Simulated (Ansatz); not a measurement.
## Al2Zn: energy above lowest point and pressure against volume scale

Free energy against uniform scaling of the volume at fixed shape and fractions; periodic cell, basis, potentials, k mesh and filling as listed. The results are calculated, by Ansatz 0.2.0.

The cell before it is scaled or strained (space group P-3m1, No. 164):
```
Al2Zn
1.0
      2.8013     0.0000     0.0000
     -1.4007     2.4260     0.0000
      0.0000     0.0000     6.8219
Al Zn
2 1
Direct
  0.33333 0.66667 0.33151
  0.66667 0.33333 0.66849
  0.00000 0.00000 0.00000
```

Settings of every row: functional r2SCAN; dispersion none; potentials PAW; wave cutoff 326.54 eV; density cutoff 1959.2 eV; k mesh 12x12x5; k shift 0x0x0; occupations fermi dirac; smearing width 0.2 eV; spin none.

Limits: coarse k mesh, up to 40 meV an atom off; cutoff under the advised one; the cell comes from a prototype or a list of computed structures and needn't be the stable phase.

```csv
row,volume scale,V (Å³/atom),energy above lowest point (meV/atom),pressure (GPa)
1,0.92,14.217,?,?
2,0.9467,14.63,17.3,6.34
3,0.9733,15.041,5.2,3.29
4,1,15.454,0,0.62
5,1.0267,15.866,1.4,-1.69
6,1.0533,16.277,8.4,-3.71
7,1.08,16.69,20.3,-5.45
```

Question: what energy above lowest point and pressure should row 1 give?

Worked fit of energy above lowest point. Take u = (V_r/V)^(2/3) − 1 with V_r = 15.66 Å³ an atom, which is twice the finite (Eulerian) strain; such expansions in the strain, on which the Birch-Murnaghan equation of state is built, carry the rest volume and the bulk modulus. The shown rows have u = 0.0464, 0.02725, 0.00887, -0.00867, -0.02543, -0.04158. Least squares give energy above lowest point = 0 − 80.6 × u + 9796 × u² meV/atom; a straight line predicts inner rows, each left out in turn, worse (root mean square 7.3 against 0.1 meV/atom). The rows lie off it by -0.1, 0.1, -0.1, 0.0, 0.0, 0.0. Its lowest point lies at u = 0.0041, or V = 15.56 Å³ an atom, and the curvature there gives the bulk modulus at fixed shape and fractions, B = (4/9)(1 + u)² E″(u)/V = 90.4 GPa. Letting shape and atoms relax would as a rule lower it, by much in layered, chain or molecular crystals. The withheld row has u = 0.06657, so the fit gives 0 − 80.6 × (0.06657) + 9796 × (0.06657)² = 38.0 meV/atom.

The calculation gave 38 meV/atom. The fit meets it to the printed digit. This row lies beyond the range of the fit.

Worked fit of pressure. Take u = (V_r/V)^(2/3) − 1 with V_r = 15.66 Å³ an atom, which is twice the finite (Eulerian) strain; such expansions in the strain, on which the Birch-Murnaghan equation of state is built, carry the rest volume and the bulk modulus. The shown rows have u = 0.0464, 0.02725, 0.00887, -0.00867, -0.02543, -0.04158. Least squares give pressure = −0.579 + 132.23 × u + 362.7 × u² GPa; a straight line predicts inner rows, each left out in turn, worse (root mean square 0.27 against 0.0075 GPa). The rows lie off it by 0.00, 0.00, 0.00, 0.01, 0.00, 0.00. The pressure vanishes at u = 0.0043, or V = 15.56 Å³ an atom, and there the bulk modulus at fixed shape and fractions is B = −V dP/dV = (2/3)(1 + u) dP/du = 90.6 GPa. Letting shape and atoms relax would as a rule lower it, by much in layered, chain or molecular crystals. The withheld row has u = 0.06657, so the fit gives −0.579 + 132.23 × (0.06657) + 362.7 × (0.06657)² = 9.83 GPa.

The calculation gave 9.87 GPa. The fit lies 0.04 GPa (0.26 % of the column's range) below it; its largest miss of a shown row is 0.01 GPa. This row lies beyond the range of the fit.
